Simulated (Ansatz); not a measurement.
# Calibrating B3LYP-D4/def2-TZVPP on molecular compounds of Ti

The vertical ionisation energy (cation less neutral) in eV of 6 molecular compounds of Ti: x at B3LYP-D4/def2-TZVPP, y at CCSD(T)/def2-TZVPP. Shapes, held fixed at every level: PBE0-D4/def2-TZVP. Flexible molecules stand in one conformer, not always the lowest. Programs: Ansatz 0.2.0.

| molecule | x (eV) | y (eV) |
| --- | --- | --- |
| C2H12N4Ti (SMILES C[N](C)[Ti]([NH2])([NH2])[NH2]) | 8.00 | 8.12 |
| C3H10O3STi (SMILES C[O][Ti]([OH])([O]C)[S]C) | 8.38 | 8.35 |
| Ti(OH)3(SeH) | 9.00 | 8.88 |
| Se(CH3)(TiCl3) | 9.21 | 9.19 |
| Ti(OH)3I | 9.49 | ? |
| Ti(NH2)(OH)2Cl | 9.82 | 9.92 |

Problem. Fit y = c + s·x to the known rows and predict y for Ti(OH)3I.

Solution. 
1. Means of the 5 rows: x = 8.8820, y = 8.892.
2. Σ(Δx)² = 2.0313, Σ(Δx·Δy) = 2.0136, so the slope is 2.0136/2.0313 = 0.99129.
3. Intercept: 8.892 − (0.99129) × 8.8820 = 0.087. The largest residual of the fit is 0.13.
4. Ti(OH)3I: 0.087 + 0.99129 × 9.49 = 9.49 eV.

CCSD(T)/def2-TZVPP gives 9.38 eV, so the prediction is off by +0.11 eV, within the largest residual. Uncorrected, B3LYP-D4/def2-TZVPP misses it by +0.11 eV, and the other rows by 0.08 on average. The line doesn't help this one. Left out in turn, the other rows are missed by 0.16 eV on average, worse than no correction. Cations run unrestricted. For atoms past krypton def2 sets carry core potentials with scalar relativity. Relativity is left out for Se. Outer-core shells of I, Se, Ti are correlated, in sets that cover them unevenly.

The error of B3LYP follows the ligands rather than the size of the ionisation energy. It lies below CCSD(T) for both amides, at the bottom and the top of the range, and above it for the thiolate, both selenolates and the iodide. A single line in x can't separate these groups, which is why a slope of 0.99129 corrects so little.

All six compounds are formally d0 Ti(IV), so the electron most likely leaves a ligand lone pair: N 2p in the amides, and S, Se or I p in the others. The functional probably balances the correlation lost from a compact 2p pair differently from that lost from a more diffuse one. The rise from 8.12 to 9.92 eV between the two amides fits replacement of strong π-donor amides by more electronegative hydroxide and chloride, which stabilise the remaining nitrogen lone pair.

For the iodide, agreement between the two methods wouldn't establish agreement with experiment, since spin-orbit splitting of an iodine 5p hole would lower the first ionisation energy.
